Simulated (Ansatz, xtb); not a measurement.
# Two structures of B3H3MgO

Structure a is a singlet given by its coordinates and structure b is a singlet given by its coordinates. Both are isolated molecules in the gas phase, relaxed with B3LYP/6-31G*.

a (Å):

| atom | x (Å) | y (Å) | z (Å) |
| --- | --- | --- | --- |
| B | -1.6430 | -0.6168 | -1.2558 |
| B | -0.4074 | -1.8224 | -0.7402 |
| B | -1.4012 | 0.7194 | -0.5412 |
| Mg | -1.7603 | -1.0480 | 1.0669 |
| O | -0.4554 | -2.3166 | 0.5017 |
| H | -2.5527 | -1.1006 | -1.8645 |
| H | 0.3971 | -2.1895 | -1.5648 |
| H | -0.9021 | 1.7110 | -0.1268 |

Close contacts (Å): B1–B2 1.80, B1–B3 1.53, B1–Mg4 2.37, B2–Mg4 2.39, B2–O5 1.34, B3–Mg4 2.42, Mg4–O5 1.91, B1–H6 1.20, B2–H7 1.21, B3–H8 1.18.

b (Å):

```xyz
8

B    -0.5901    0.3142   -4.1121
B    -0.6854   -1.3782   -2.8708
B    -1.7450   -0.7758   -3.7626
Mg   -0.5432    1.0936   -1.9100
O     0.2538    1.2032   -3.8369
H    -0.5000    2.0068   -0.4770
H     0.3253   -1.7052   -2.3449
H    -2.8803   -0.7482   -4.1055
```

Close contacts (Å): B1–B2 2.10, B1–B3 1.63, B1–Mg4 2.34, B1–O5 1.26, B2–B3 1.51, B2–Mg4 2.66, B3–Mg4 2.89, Mg4–O5 2.09, B2–H7 1.19, B3–H8 1.19, Mg4–H6 1.70.

Energies in hartree; the thermal terms are from B3LYP/6-31G* harmonic frequencies (ideal gas, rigid rotor, one conformer each, 400 K, 1 atm) and include the zero-point energy:

```
                              a           b
E, CCSD(T)/def2-SVP  −350.586020  −350.594832
    E, MP2/def2-SVP  −350.528756  −350.539887
  E, MP2/def2-TZVPP  −351.041292  −351.045860
  zero-point energy     0.040089     0.036471
       H(400 K) − E     0.051369     0.048910
       G(400 K) − E    −0.002059    −0.007077
```

Q: Correct the CCSD(T) difference for the basis set by the MP2 change, then work out ΔE, ΔE₀, ΔH and ΔG for a → b in kJ/mol (1 Eh = 2625.50 kJ/mol) and the equilibrium ratio [b]/[a].

A: 1. Differences b − a: CCSD(T) −0.008812, MP2 in the small set −0.011131, MP2 in the large set −0.004568 Eh.
2. ΔE = −0.008812 + (−0.004568 − (−0.011131)) = −0.002249 Eh = −5.90 kJ/mol.
3. ΔE₀ = ΔE + ΔZPE = −0.002249 + (−0.003618) Eh = −15.40 kJ/mol.
4. ΔH = ΔE + (−0.002459) Eh = −12.36 kJ/mol.
5. ΔG = ΔE + (−0.005018) Eh = −19.08 kJ/mol, so ΔS = (ΔH − ΔG)/T = +16.8 J/(mol K).
6. kT = 1.2667 mEh, so K = [b]/[a] = exp(−ΔG/kT) = exp(+5.74) ≈ 310.

Structure b is favoured at this temperature. An error of 4 kJ/mol in ΔG would change K by a factor of 3.3. The basis-set step is large, which makes the value less sure. Large T1 diagnostics make the coupled-cluster value less sure. Mirror images and further conformers aren't counted.

Other levels gave ΔE = −2.8 (B3LYP/6-31G*); −16.4 (HF/def2-SVP); −29.2 (MP2/def2-SVP); −23.1 (CCSD(T)/def2-SVP) kJ/mol. The correlated steps freeze 5 core orbitals; the last core shell of Mg is correlated, in a basis made for valence electrons. Programs: Ansatz 0.2.0.

Going from a to b moves one hydrogen from boron to magnesium, leaving a terminal Mg–H bond and a boron that carries oxygen but no hydrogen. The B–O contact shortens from 1.34 to 1.26 Å, which suggests boronyl-like multiple bonding, with the oxygen still held by Mg. Stronger B–O π bonding probably offsets the exchange of a strong, fairly covalent B–H bond for a weaker, more polar Mg–H bond, so the electronic energies end up close.

Most of the free-energy preference for b is therefore vibrational. A stiff B–H stretch gives way to a softer Mg–H stretch, and the accompanying bends are probably soft too. This lowers the zero-point energy and, at 400 K, raises the entropy, so ΔG reaches −19.08 kJ/mol from a ΔE of only −5.90 kJ/mol. The preference for b is thus better supported than the exact ratio of 310. Without a barrier for the hydrogen shift, the calculation doesn't show whether the two forms would interconvert fast enough to reach that ratio.
